## Worked problem: ortho–para conversion of H$_2$ on ferric oxide and chromia

### Statement

Liquid hydrogen at $T = 20.3$ K, with ortho fraction $x_0 = 0.75$, fills an isothermal bed of hydrous ferric oxide. A molecule in the first layer sits above a surface cation, its centre at distance $R$ along the normal $z$. Treat it as a free rigid rotor and the ion as a point dipole of random orientation with $\mu^2 = g^2\mu_B^2 S(S+1)$, $g = 2$.

Approximate or typical data: proton $\gamma = 2.6752\times10^{8}$ s$^{-1}$ T$^{-1}$; vibrationally averaged bond length $r = 0.077$ nm; $J=1\to0$ interval $\tilde\nu = 118.5$ cm$^{-1}$; $S = 5/2$ for Fe$^{3+}$ and $3/2$ for Cr$^{3+}$; liquid density 70.8 kg m$^{-3}$; molar mass 2.016 g mol$^{-1}$; neighbour distance in the liquid $R_\ell = 0.38$ nm; rotational moment of ortho-H$_2$ $0.88\,\mu_N$ per unit of $J$; self-conversion constant of the liquid $k_2 = 0.0114$ h$^{-1}$.

Assumed data: $R = 0.30$ nm; the coupling loses memory as $e^{-|t|/\tau}$ with $\tau = 1.0\times10^{-13}$ s; $5.0$ cation sites per nm$^2$, all occupied; area 150 m$^2$ g$^{-1}$; bed density 1300 kg m$^{-3}$; liquid volume fraction 0.60; fast exchange between sites and liquid, without preference for either species.

(a) Find the mean squared ortho–para matrix element. (b) Find the conversion rate per adsorbed molecule for both ions. (c) Find the time needed to reach $x = 0.05$ in the bed. (d) Do the same for the bare liquid. (e) Size the neglected effects.

### Solution

**(a) The coupling.** Protons are fermions, and in the $^1\Sigma_g^+$ ground state exchange multiplies the rotational function by $(-1)^J$. Odd $J$ thus goes with the symmetric triplet $I = 1$ (ortho), even $J$ with the antisymmetric singlet $I = 0$ (para). With dimensionless spins and protons at $\mathbf R \pm \mathbf r/2$, $\mathbf r = r\mathbf n$,

$$H = -\gamma\hbar\,[\mathbf I_1\cdot\mathbf B(\mathbf R+\mathbf r/2) + \mathbf I_2\cdot\mathbf B(\mathbf R-\mathbf r/2)].$$

Terms of even order in $\mathbf r$ carry $\mathbf I_1+\mathbf I_2$, which conserves $I$. Terms of odd order carry $\mathbf I_1-\mathbf I_2$. The first of them is

$$V = -\frac{\gamma\hbar r}{2}\sum_{ab}(I_1-I_2)_a\,n_b\,G_{ab},\qquad G_{ab} = \partial_b B_a(\mathbf R).$$

Each factor is odd under exchange and the product is even, as any operator on identical particles must be: $I$ and the parity of $J$ change together. Outside its source each component of $\mathbf B$ is harmonic, so the term of order $r^n$ is a pure harmonic of rank $n$ in $\mathbf n$. Only rank 1 links $J = 1$ to $J = 0$, and $V$ is therefore the whole coupling.

Take the singlet $|s\rangle = (\uparrow\downarrow-\downarrow\uparrow)/\sqrt2$ and the Cartesian triplet $|t_x\rangle = (\downarrow\downarrow-\uparrow\uparrow)/\sqrt2$, $|t_y\rangle = i(\uparrow\uparrow+\downarrow\downarrow)/\sqrt2$, $|t_z\rangle = (\uparrow\downarrow+\downarrow\uparrow)/\sqrt2$. Then $\langle s|(I_1-I_2)_a|t_c\rangle = \delta_{ac}$. The $J = 1$ functions $p_c = \sqrt{3/4\pi}\,n_c$ give $\langle J{=}0|n_b|p_c\rangle = \delta_{bc}/\sqrt3$. The mean over the nine ortho states is

$$\overline{|V|^2} = \frac19\cdot\frac{(\gamma\hbar r)^2}{4}\cdot\frac13\sum_{ab}G_{ab}^2 = \frac{(\gamma\hbar r)^2}{108}\sum_{ab}G_{ab}^2 .$$

The dipole field is $B_a = (\mu_0/4\pi)\sum_c\mu_c\,\partial_a\partial_c(1/R)$. On the $z$ axis the nonzero third derivatives of $1/R$ are $\partial_z^3 = -6/R^4$ and $\partial_x^2\partial_z = \partial_y^2\partial_z = 3/R^4$. For a moment at angle $\theta$ to $z$,

$$\sum_{ab}G_{ab}^2 = \left(\frac{\mu_0\mu}{4\pi R^4}\right)^2 18\,(1+2\cos^2\theta),$$

and the orientational mean of the numerical factor is 30. Hence

$$\overline{|V|^2} = \hbar^2\Omega^2,\qquad \Omega^2 = \frac{5}{18}\gamma^2 b^2,\qquad b = \frac{\mu_0\,\mu\,r}{4\pi R^4},$$

which scales as $(\mu\gamma r)^2/R^8$, the law of Wigner (1933).

For Fe$^{3+}$, $\mu = \sqrt{35}\,\mu_B = 5.49\times10^{-23}$ J T$^{-1}$, and

$$b = \frac{(10^{-7}\ \mathrm{T\,m\,A^{-1}})(5.49\times10^{-23}\ \mathrm{A\,m^2})(7.7\times10^{-11}\ \mathrm m)}{8.1\times10^{-39}\ \mathrm{m^4}} = 0.0522\ \mathrm T .$$

Then $\gamma b = 1.395\times10^{7}$ s$^{-1}$, $\Omega^2 = 5.41\times10^{13}$ s$^{-2}$, $\Omega = 7.35\times10^{6}$ s$^{-1}$ and $\hbar\Omega = 4.84$ neV.

**(b) The rate.** The gap is $\hbar\omega = hc\tilde\nu = 14.7$ meV, that is $k_B\times170.5$ K, with $\omega = 2.232\times10^{13}$ s$^{-1}$. A static gradient cannot bridge it. The surroundings must take the energy, through spin or lattice excitations that modulate $V$ at frequency $\omega$. Second-order perturbation theory, valid as $\Omega\tau = 7.4\times10^{-7}\ll1$, gives the downward rate

$$k = \Omega^2\int_{-\infty}^{\infty}e^{-|t|/\tau}e^{i\omega t}\,dt = \frac{2\Omega^2\tau}{1+\omega^2\tau^2}.$$

The exponential is a model of the emission spectrum at $\omega$; the upward rate is fixed separately by detailed balance. With $\omega\tau = 2.23$, the factor $2\tau/(1+\omega^2\tau^2)$ is $3.34\times10^{-14}$ s, and

$$k_{\rm Fe} = (5.41\times10^{13}\ \mathrm{s^{-2}})(3.34\times10^{-14}\ \mathrm s) = 1.8\ \mathrm{s^{-1}}.$$

The assumed $\tau$ lies close to the optimum $\tau = 1/\omega$, where $k = \Omega^2/\omega = 2.4$ s$^{-1}$; $\tau = 1$ ps would give 0.22 s$^{-1}$. For Cr$^{3+}$, $\mu = \sqrt{15}\,\mu_B$, and at equal $R$ and $\tau$ the model's rate is $\tfrac{15}{35}k_{\rm Fe} = 0.77$ s$^{-1}$.

**(c) The bed.** The area per bed volume is $(1.5\times10^{5}\ \mathrm{m^2\,kg^{-1}})(1300\ \mathrm{kg\,m^{-3}}) = 1.95\times10^{8}$ m$^{-1}$, which holds $9.75\times10^{26}$ sites per m$^3$, or $1.62\times10^{3}$ mol m$^{-3}$. The hydrogen content is $0.60\times70.8\ \mathrm{kg\,m^{-3}}/(2.016\times10^{-3}\ \mathrm{kg\,mol^{-1}}) = 2.11\times10^{4}$ mol m$^{-3}$. A fraction $f = 0.077$ of the molecules is on sites, so $k_1 = fk_{\rm Fe} = 0.14$ s$^{-1}$. Per bed volume the constant is $K = (1.62\times10^{3}\ \mathrm{mol\,m^{-3}})\,k_{\rm Fe} = 2.9\times10^{3}$ mol m$^{-3}$ s$^{-1}$.

The ions are not consumed, so the kinetics is of first order. With only $J = 0$ and $1$ populated, $x_e/(1-x_e) = 9e^{-\hbar\omega/k_BT}$ gives $x_e = 0.0020$. The upward constant is $k_1x_e/(1-x_e)$, so

$$\frac{dx}{dt} = -\frac{k_1}{1-x_e}(x-x_e),\qquad t = \frac{1-x_e}{k_1}\ln\frac{x_0-x_e}{x-x_e} = 20\ \mathrm s .$$

Keeping the bed isothermal requires the removal of $0.70\,N_A\hbar\omega = 0.99$ kJ per mole of hydrogen.

**(d) The bare liquid.** A para molecule has $I = J = 0$ and no magnetic moment. An ortho molecule has the nuclear moment $\mu_o = \gamma\hbar\sqrt{I(I+1)} = 3.99\times10^{-26}$ J T$^{-1}$; its rotational moment adds 2.5 % to $\mu_o^2$ and is dropped. Per source, the squared matrix element at an iron site exceeds that in the liquid by

$$\left(\frac{\mu}{\mu_o}\right)^2\left(\frac{R_\ell}{R}\right)^8 = (1.9\times10^{6})(6.6) = 1.3\times10^{7}.$$

In a random mixture the number of magnetic neighbours is proportional to $x$. The rate per ortho molecule is then $k_2x$, and for $x\gg x_e$

$$\frac{dx}{dt} = -k_2x^2,\qquad \frac1x = \frac1{x_0}+k_2t,\qquad x = \frac{x_0}{1+k_2x_0t}.$$

The first halving takes $1/(k_2x_0) = 117$ h, and after 24 h $x = 0.62$. To reach $x = 0.05$,

$$t = \frac{1/0.05-1/0.75}{0.0114\ \mathrm{h^{-1}}} = 1.6\times10^{3}\ \mathrm h = 68\ \mathrm d .$$

The back reaction turns the right side into $-k_2x(x-x_e)/(1-x_e)$ and lengthens this time by 2 %. The process slows because it destroys its own catalyst.

**(e) Neglected effects.** Further cations matter little. On a square net of spacing 0.45 nm, four uncorrelated neighbours add 3.7 % to $\Omega^2$. The following effects are not small.

- *Distance.* Taking $R = 0.27$ nm multiplies $k$ by 2.3.
- *Magnetic order.* If the ionic spins are frozen along randomly oriented axes, only the transverse part $S$ of $S(S+1)$ fluctuates. The spin-driven rate for Fe$^{3+}$ is multiplied by $1/(S+1) = 0.29$; the static part acts only through the motion of the molecule.
- *Hindered rotation.* The mean factor 30 splits into 18 for $p_z$ and 6 each for $p_x$ and $p_y$, so these states convert at 1.8 and 0.6 times the mean rate. If the surface lowers the in-plane pair by an illustrative $\delta = 3$ meV relative to $J = 0$, scarce ortho molecules are enriched on the sites by about $\tfrac23e^{\delta/k_BT} = 3.7$.
- *Contact coupling.* One unpaired electron in a hydrogen $1s$ orbital produces $\tfrac23\mu_0\mu_B/(\pi a_0^3) = 16.7$ T at its proton. Let spin density leak onto the molecule so that the fields at the two protons differ by $\mathbf D\,n_z$. Then $D^2$ plays the part of $r^2\sum G_{ab}^2 = 30b^2$, and the two mechanisms are equal at $D = \sqrt{30}\,b = 0.29$ T. A difference of 1.7 % of an electron spin between the two ends of an upright molecule suffices.

The bed figures are therefore the model's, good to an order of magnitude. As typical knowledge, hydrous ferric oxide catalysts have volumetric constants of about $1$ to $2\times10^{3}$ mol m$^{-3}$ s$^{-1}$ at these temperatures. The model's $2.9\times10^{3}$ mol m$^{-3}$ s$^{-1}$ is high by roughly a factor 1.5 to 3, and its 20 s is short by the same factor.